In BaTiO₃ the filled O 2p bands carry Ti d character mainly in their lower half, while the empty Ti d bands begin almost free of O p and take up more of it with rising energy. Both trends come from one coupling, between filled O p orbitals and empty Ti d orbitals. It pushes the bonding mixtures down and the antibonding mixtures up. The states that it hardly touches stay behind, and they are the ones that border the gap.

Density of states of BaTiO₃ (P4mm, 5-atom cell, not relaxed), computed with Ansatz 0.2.0 using r2SCAN and PAW plane waves, scalar-relativistic and without spin polarization, with a 500 eV cutoff and a 7×7×7 k-mesh. Values are tetrahedron-method means over 0.50 eV bins; projections on atomic orbitals are summed over the atoms of each element.

```
bin centre from the Fermi level (eV)  total (states/eV/cell)  on O p (states/eV/cell)  on Ba p (states/eV/cell)  on Ti d (states/eV/cell)  on O s (states/eV/cell)
                              -11.78                    0.95                     0.10                      0.81                      0.03                     0.01
                              -11.28                    7.14                     0.45                      6.46                      0.08                     0.14
                              -10.78                    3.91                     0.09                      3.67                      0.02                     0.11
                              -10.28                    0.00                     0.00                      0.00                      0.00                     0.00
                               -9.78                    0.00                     0.00                      0.00                      0.00                     0.00
                               -9.28                    0.00                     0.00                      0.00                      0.00                     0.00
                               -8.78                    0.00                     0.00                      0.00                      0.00                     0.00
                               -8.28                    0.00                     0.00                      0.00                      0.00                     0.00
                               -7.78                    0.00                     0.00                      0.00                      0.00                     0.00
                               -7.28                    0.00                     0.00                      0.00                      0.00                     0.00
                               -6.78                    0.00                     0.00                      0.00                      0.00                     0.00
                               -6.28                    0.00                     0.00                      0.00                      0.00                     0.00
                               -5.78                    0.02                     0.02                      0.00                      0.00                     0.00
                               -5.28                    2.64                     1.92                      0.01                      0.41                     0.01
                               -4.78                    3.56                     2.51                      0.03                      0.82                     0.02
                               -4.28                    3.95                     2.97                      0.06                      0.70                     0.03
                               -3.77                    6.22                     4.94                      0.22                      0.79                     0.02
                               -3.27                    4.46                     3.43                      0.22                      0.68                     0.01
                               -2.77                    2.94                     2.54                      0.04                      0.22                     0.02
                               -2.27                    4.31                     3.94                      0.07                      0.14                     0.02
                               -1.77                    6.12                     5.66                      0.13                      0.16                     0.02
                               -1.27                    1.79                     1.73                      0.01                      0.01                     0.00
                               -0.78                    0.00                     0.00                      0.00                      0.00                     0.00
                               -0.28                    0.00                     0.00                      0.00                      0.00                     0.00
                                0.23                    0.00                     0.00                      0.00                      0.00                     0.00
                                0.72                    0.00                     0.00                      0.00                      0.00                     0.00
                                1.23                    0.09                     0.00                      0.00                      0.09                     0.00
                                1.73                    1.42                     0.13                      0.00                      1.26                     0.00
                                2.23                    2.23                     0.32                      0.00                      1.84                     0.01
                                2.73                    4.84                     0.90                      0.00                      3.77                     0.01
```

The total counts all states per eV in one cell, and each "on" column gives the part found on one kind of orbital, summed over the atoms of that element. Energies are measured from the Fermi level, which here lies near the middle of the gap. If O and Ti orbitals did not couple at all, no filled state between -6 eV and the gap would hold any Ti d, and no empty one in the window any O p. The departures from that ionic limit are what the walk down the table follows.

**Rows -11.78 to -10.78: two filled shells.** This narrow block holds 6 electrons and is the Ba 5p shell. It contains 0.32 electrons of O p character, and the O 2p block higher up contains 0.40 electrons of Ba p character. The two amounts are similar because mixing two filled levels only exchanges character between them: what one block lends, the other returns. Such mixing moves little charge and brings little net bonding. The shape of the peak should not be read closely, since spin-orbit coupling, which splits this shell strongly, is left out.

**Rows -5.28 to -3.27: the bonding half.** After a wide empty stretch comes the O 2p block, with 18 electrons. In its lower five full rows Ti d makes up between 13 and 23 % of the total. These are states in which an O p orbital and a Ti d orbital overlap in phase, which lowers their energy. Here the partner is empty, so the d character that enters the filled states is not paid back by filled states elsewhere, and charge is shared between O and Ti.

That is why the filled O 2p block holds about 2 electrons of Ti d character, although the usual ionic count gives Ti no d electrons. The two statements agree once their meaning is clear. The ionic count says that the d bands are empty, and the table confirms it: they all lie above the gap. The 2 electrons are the d part of bonding states that belong mostly to oxygen, and their exact number depends on how the orbitals used for the projection are defined.

Two rows in this half look irregular. At -3.77 eV the total jumps to 6.22, yet the Ti d density, 0.79, stays close to that of the rows around it. The hump is therefore made mainly of additional O p states, and the Ti share dips because it is diluted. At the very bottom, in row -5.28, the Ti d share is lower than in the next row, while 11 % of the total lies outside the listed orbitals, more than in any higher row of the block. A plausible guess is that Ti 4s, perhaps with some Ba 6s, takes over part of the bonding there. Both hold some charge in this run, but the table does not show at which energies.

**Rows -2.77 to -1.27: the states without a partner.** Towards the top of the block the Ti d share falls steadily, from 7 % to below 1 %. A count of orbitals shows why such states must exist. Three O atoms bring nine p orbitals per cell, and one Ti atom brings five d orbitals. For each wave vector, at least four combinations of the nine p orbitals can then be chosen that have no coupling to any d orbital.

Ti does not push these combinations down, so most of them are expected near the top of the filled bands, where the table has its second hump, at -1.77 eV. Four of them would hold 8 electrons, and the four rows from -2.77 eV upwards hold 7.6. The agreement is only a rough support for the picture, because O atoms also couple with one another and this spreads both kinds of state in energy. The total is small in row -1.27 because the density of states thins out towards the band edge, which lies at -1.17 eV, inside that bin.

**Rows -0.78 to 0.72: the gap.** No states lie here, and the gap on the mesh is 2.34 eV. Functionals of this kind usually give too small a gap for such oxides. This matters for the mixing as well: levels that lie too close together mix too readily, so the O p share found in the empty bands is probably somewhat too large.

**Rows 1.23 to 2.73: the antibonding side.** The empty bands start at 1.17 eV, at the centre of the Brillouin zone, and the first row shows Ti d but no O p to two decimals. The limiting case behind this is a cubic crystal. At the zone centre the wave repeats unchanged from cell to cell, so the O atoms on opposite sides of a Ti atom carry the same p orbital with the same sign. A d orbital is even about the Ti atom and this p pattern is odd, so the two overlaps cancel. In the present cell Ti sits slightly off centre along one axis, which spoils the cancellation for some of the d orbitals. For the d orbital that lies in the plane across this axis, with its lobes pointing between the O neighbours, symmetry keeps it exact, and this orbital is expected to form the band edge.

Away from the zone centre the wave changes from cell to cell and the cancellation is in general lifted, though not for every d orbital in every direction. Where it is lifted, the d state is pushed up by the O p levels below it and takes on some of their character. The two d orbitals that point at the O neighbours are also raised by O s, even at the zone centre, and are expected to lie mostly higher. For the other three, which should make up most of the rows shown, the height above the band edge thus records how strongly a state is coupled to O p. A two-level model turns this into a number. Let Ep be the energy of the O p level, Ed that of the Ti d level, V their coupling, and a and b the amplitudes of p and d in a state of energy E, whose squares are the weights:

(Ep − E) a + V b = 0
V a + (Ed − E) b = 0

The first line gives b/a = (E − Ep)/V and the second gives a/b = (E − Ed)/V. Dividing the second ratio by the first removes the coupling:

a²/b² = (E − Ed)/(E − Ep)

The left side is the ratio of O p to Ti d weight. It is zero at the band edge and grows with height. A strong coupling does not change the ratio at a given energy; it only carries more states up to that energy.

For Ed the natural choice is the band edge, 1.17 eV, where the coupling vanishes. For Ep the mean energy of the filled O p weight is used, -3.14 eV. Row 2.73 then gives

(2.73 − 1.17)/(2.73 + 3.14) = 1.56/5.87 = 0.27

while the table has 0.90/3.77 = 0.24.

Neither level was adjusted to the rows from 1.73 to 2.73 eV, and in all three the model lies 12 to 14 % above the computed ratio. The choice of Ep does matter: placed at the top of the filled bands instead, it makes the ratio at least two thirds too large. This makes sense, because the states at the top are the ones that barely couple to Ti. The mean of the filled weight is itself only an approximation: the coupling has already pushed it down, and an uncoupled level would lie higher. Counting the empty O p weight inside the window as well raises the excess at 2.73 eV to 16 %, and the O p weight above the window would raise it further. The model thus explains the rise of the ratio, but the closeness of the match is partly luck. The output printed after this text compares both choices.

On the filled side the same formula fails. In row -3.27 it predicts a Ti d to O p ratio of 0.03 where the calculation has 0.20, and above the mean O p energy it even turns negative. The reason lies in the single p level. Seen from the empty bands, several eV away, the O p states act much like one level at their mean energy. Seen from inside, they are a broad band in which coupling between O atoms and coupling to Ti compete, and one energy cannot stand for all of them.

The table stops partway through the empty d bands, so the high total in its last row is not an established peak. The cell was also not relaxed and is under a compression of about 3 GPa, so the band widths belong to this geometry. The k-mesh limits fine structure, so small differences between neighbouring rows should not be read closely. The order of the characters rests on something more general: a filled p shell below an empty d shell, and some states at each edge of the gap that the coupling between them leaves almost alone.

Output of the analysis:

```
electrons in the Ba 5p block: 6
electrons in the O 2p block: 18
electrons below the window, of 40 in the cell: 16
states above the gap inside the window, both spins: 4.29
Ti d electrons in the O 2p block: 1.965
O p electrons in the O 2p block: 14.83
Ba p electrons in the O 2p block: 0.395
O p electrons in the Ba 5p block: 0.32
electrons in the four rows from -2.77 to -1.27 eV: 7.58
Ti d share in percent, rows -5.28 to -1.27 eV: 15.53, 23.03, 17.72, 12.7, 15.25, 7.483, 3.248, 2.614, 0.5587
O p share in percent, rows -3.77 and -1.77 and -1.27 eV: 79.42, 92.48, 96.65
share outside the listed columns in percent, row -5.28 eV: 10.98
largest such share in percent, rows -4.78 to -1.27 eV: 5.056
mean energy of the filled O p weight in the O 2p block, eV: -3.135
computed O p to Ti d ratio, rows 1.73 to 2.73 eV: 0.1032, 0.1739, 0.2387
two-level ratio with the mean O p energy, same rows: 0.1155, 0.198, 0.2663
its excess over the computed ratio in percent: 11.99, 13.83, 11.57
excess in percent at 2.73 eV if the empty O p weight in the window enters the mean: 16.45
smallest excess in percent with the O p level at the valence top: 67.59
computed Ti d to O p ratio, rows -5.28 and -3.27 eV: 0.2135, 0.1983
two-level Ti d to O p ratio, same two rows: 0.3326, 0.03032
```
